# Normal incidence in the optimum optical thickness of an EUV resist

## The result and where the assumption enters

Fields vary as $e^{-i\omega t}$ and the refractive index is $n = n' + i\beta$ with $n' = 1-\delta$. In the independent-atom picture, with number densities $N_j$, atomic scattering factors $f_{1j}, f_{2j}$ and the classical electron radius $r_e$,

$$\delta = \frac{r_e\lambda^2}{2\pi}\sum_j N_j f_{1j},\qquad \alpha = \frac{4\pi\beta}{\lambda} = 2 r_e\lambda\sum_j N_j f_{2j}.$$

Let $E$ (J m$^{-2}$) be the dose that enters the film per unit wafer area and $z$ the depth. If the light runs along $z$ and nothing returns from the substrate, the dose at depth $z$ is $E e^{-\alpha z}$ and the absorbed energy density is $Q(z)=\alpha E e^{-\alpha z}$. At the bottom of a film of thickness $d$, with $\tau=\alpha d$,

$$Q(d)=\frac{E}{d}\,\tau e^{-\tau}.$$

At fixed $d$ and $E$, with $\alpha$ varied through composition, this is maximal at $\tau=1$, where $Q(d)=E/(e\,d)$ and $Q(0)/Q(d)=e$. At fixed $\alpha$ there is no optimum, since $Q(d)$ falls monotonically with $d$.

Normal incidence enters at one step, where the path length is set equal to the depth. An image, however, is formed by interfering plane waves, and near the resolution limit these are strongly tilted.

## One tilted wave

Take a wave at angle $\theta_0$ in vacuum, $s=\sin\theta_0$, $k=2\pi/\lambda$. The in-plane wavevector $ks$ is conserved at the surface, so $k_z = k\sqrt{n^2-s^2}$. To first order in $\beta$,

$$k_z = k\sqrt{n'^2-s^2} + \frac{i k\beta\, n'}{\sqrt{n'^2-s^2}},\qquad 2\,\mathrm{Im}\,k_z=\frac{\alpha}{\mu},\qquad \mu=\sqrt{1-s^2/n'^2}.$$

Here $\mu$ is the cosine of the refracted angle, and the omitted terms in $\mathrm{Im}\,k_z$ are of relative order $\beta^2$. The dose crossing the plane at depth $z$ is $E e^{-\alpha z/\mu}$ for either polarisation, and its loss per unit depth gives

$$Q(z)=\frac{\alpha}{\mu}E\,e^{-\alpha z/\mu}.$$

Only $\tau/\mu$ appears. The optimum moves to $\tau^*=\mu$, while the peak value $E/(e\,d)$ and the ratio $e$ at the optimum are unchanged. The factor $1/\mu$ in front belongs to the definition of $E$ per wafer area. A dose counted per area normal to the beam would bring in a factor $\cos\theta_0$ that nearly cancels it, and $\tau^*$ would be the same.

For a given film, write $1/\mu = 1+\eta$. Relative to normal incidence the bottom density changes by

$$\frac{Q_\mu(d)}{Q_1(d)}=(1+\eta)\,e^{-\tau\eta}\approx 1+\eta\,(1-\tau).$$

A thin film gains from the longer path, and the first-order change vanishes at $\tau=1$.

## Many waves

Source points are mutually incoherent, and cross terms between diffraction orders with different in-plane wavevectors vanish on averaging over a period of the pattern. The laterally averaged density is therefore a sum over waves, each weighted by its share of $E$. With $u=1/\mu$ and $\langle\cdot\rangle$ this average,

$$Q(d)=\frac{E}{d}\langle g(u)\rangle,\qquad g(u)=\tau u\,e^{-\tau u}.$$

Expand about $\bar u=\langle u\rangle$, using $g''=\tau^2(\tau u-2)e^{-\tau u}$. With $x=\tau\bar u$ and the relative variance $v=\langle(u-\bar u)^2\rangle/\bar u^2$,

$$\langle g\rangle = x e^{-x}+\frac{v}{2}\,x^2(x-2)\,e^{-x}+\dots$$

The $x$-derivative of the second term is $-\tfrac{v}{2}x(x-1)(x-4)e^{-x}$, which vanishes at $x=1$. The variance does not move the optimum. The first shift of $x$ is $\kappa_3/2$, with $\kappa_3=\langle(u-\bar u)^3\rangle/\bar u^3$, from $g'''=\tau^3(3-\tau u)e^{-\tau u}$. With $\delta$ held fixed, and with $Q(0)=(E/d)\,x$,

$$\tau^*=\frac{1}{\bar u}\approx 1-\frac{\langle s^2\rangle}{2n'^2},\qquad Q_{\max}(d)=\frac{E}{e\,d}\Big(1-\frac v2\Big),\qquad \frac{Q(0)}{Q(d)}= e\Big(1+\frac v2\Big).$$

The first correction is $-\langle s^2\rangle/2n'^2$ in $\tau^*$. Peak value and ratio change only at fourth order in the angle, because $v\propto s^4$.

Two distributions are useful. In symmetric two-beam imaging of pitch $p$ both waves have $s=\lambda/2p$, so $v=0$. For an idealised pupil whose dose is uniform over the disc $s\le \mathrm{NA}$, put $t=s^2/n'^2$, uniform on $[0,T]$ with $T=\mathrm{NA}^2/n'^2$. Then

$$\bar u=\frac1T\int_0^T\!\frac{dt}{\sqrt{1-t}}=\frac{2}{1+\sqrt{1-T}},\qquad \langle u^2\rangle=-\frac{\ln(1-T)}{T}.$$

## Model film: poly(4-iodostyrene)

The repeat unit is C$_8$H$_7$I, molar mass 0.23004 kg mol$^{-1}$. An assumed density of 1900 kg m$^{-3}$ gives $4.97\times10^{27}$ units per m$^3$. The scattering factors are approximate, rounded inputs, and the iodine entries are the least certain.

| | $f_1$, 13.5 nm | $f_2$, 13.5 nm | $f_1$, 6.7 nm | $f_2$, 6.7 nm |
|---|---|---|---|---|
| C | 4.3 | 0.77 | 4.0 | 0.34 |
| H | 1.0 | 0.03 | 1.0 | 0.008 |
| I | 5 | 30 | 20 | 2.5 |
| sum per unit | 46.4 | 36.37 | 59.0 | 5.276 |

At 13.5 nm (92 eV) iodine absorbs in its broad 4d resonance and supplies 82 % of $\alpha$. At 6.7 nm (185 eV) it lies near the Cooper minimum of the 4d cross-section and supplies 47 %. The model gives

| $\lambda$ | $\delta$ | $\beta$ | $\alpha$ (µm$^{-1}$) | $1/\alpha$ | $\tau$ at $d=30$ nm |
|---|---|---|---|---|---|
| 13.5 nm | 0.019 | 0.0148 | 13.8 | 73 nm | 0.41 |
| 6.7 nm | 0.0059 | $5.3\times10^{-4}$ | 0.99 | 1.0 µm | 0.030 |

A 30 nm film is below the optimum at both wavelengths, and far below it at 6.7 nm.

## Size of the correction

For two-beam imaging, pitches of 28 nm and 16 nm at 13.5 nm fit inside the typical apertures 0.33 and 0.55. The pitches at 6.7 nm are illustrative.

| $\lambda$, $p$ | $s$ | $1-s^2/2n'^2$ | $\tau^*=\mu$ | $Q_\mu(d)/Q_1(d)$, 30 nm |
|---|---|---|---|---|
| 13.5 nm, 28 nm | 0.241 | 0.97 | 0.97 | 1.02 |
| 13.5 nm, 16 nm | 0.422 | 0.91 | 0.90 | 1.06 |
| 6.7 nm, 16 nm | 0.209 | 0.98 | 0.98 | 1.02 |
| 6.7 nm, 8 nm | 0.419 | 0.91 | 0.91 | 1.10 |

The shift of the optimum is set by $\lambda/p$ and hardly depends on the material. Moving $f_1$ of iodine at 13.5 nm between 0 and 10 changes $\delta$ by $\pm0.002$ and $\mu$ by less than 0.001. Doubling $f_2$ of iodine at 6.7 nm leaves the last entry at 1.10.

The maximum is flat. A film designed to $\tau=1$ and imaged at 16 nm pitch with 13.5 nm light has a bottom density only 0.5 % below the true maximum, but its top-to-bottom ratio is $e^{1/\mu}=3.03$ rather than 2.72. The 30 nm film at this pitch has the ratio 1.58 rather than 1.51. Since the relative shot noise of the absorbed photon number scales as $Q^{-1/2}$, the gains in the second and fourth rows lower it at the bottom by 3 % and 5 %.

For the uniform pupil with NA = 0.55, $\tau^*=0.91$ at 13.5 nm and 0.92 at 6.7 nm. At 13.5 nm $v=0.0030$, so the peak falls and the ratio rises by 0.15 %, and the exact maximum lies within $10^{-4}$ of $x=1$.

## Neglected terms of comparable size

Reflection at the top surface is negligible. For s polarisation it is about $(\delta^2+\beta^2)/4\mu^4 = 2\times10^{-4}$ at 13.5 nm and 16 nm pitch.

Reflection at the substrate matters more, because it interferes with the incoming wave and so enters linearly in the amplitude. For s polarisation $r=(k_z-k_z^{\rm sub})/(k_z+k_z^{\rm sub})$, and $\partial k_z/\partial n = k/\mu$ with $k_z\approx kn'\mu$ gives $r\approx (n-n_{\rm sub})/2n'\mu^2$. The bottom density is multiplied by

$$|1+r|^2\approx 1+\frac{\delta_{\rm sub}-\delta}{n'\mu^2}.$$

On silicon at 13.5 nm, with a typical $\delta_{\rm sub}\approx0.001$, the added term is $-0.018$ at normal incidence and $-0.022$ at 16 nm pitch. This is as large as the whole tilt gain at 28 nm pitch and about a third of it at 16 nm pitch. It is the value at the interface of a standing wave of period $\lambda/2n'\mu$, 7.6 nm in the latter case. At 6.7 nm an assumed $\delta_{\rm sub}\approx0.01$ gives $+0.005$ at 8 nm pitch.

The term is independent of $\beta$ at first order, so at fixed $\delta$ it leaves $\tau^*$ in place up to order $\beta^2$. A 30 nm film at $\tau=1$ and 13.5 nm has $\beta=\lambda/4\pi d=0.036$ and $\beta^2=1.3\times10^{-3}$, which is why $\tau^*$ is given to two decimals.

Taking $n$ rather than $n^2$ as linear in the scattering factors leaves $\alpha$ uncertain by a relative amount of order $\delta$, 2 % at 13.5 nm. This changes the composition needed to reach a given $\tau$, not the value of $\tau^*$.

In this model, then, tilted illumination lowers the optimum optical thickness to about 0.9 at the finer pitch for each wavelength, and raises the bottom density of a 30 nm film by about 6 % at 13.5 nm and 10 % at 6.7 nm before substrate reflection is included.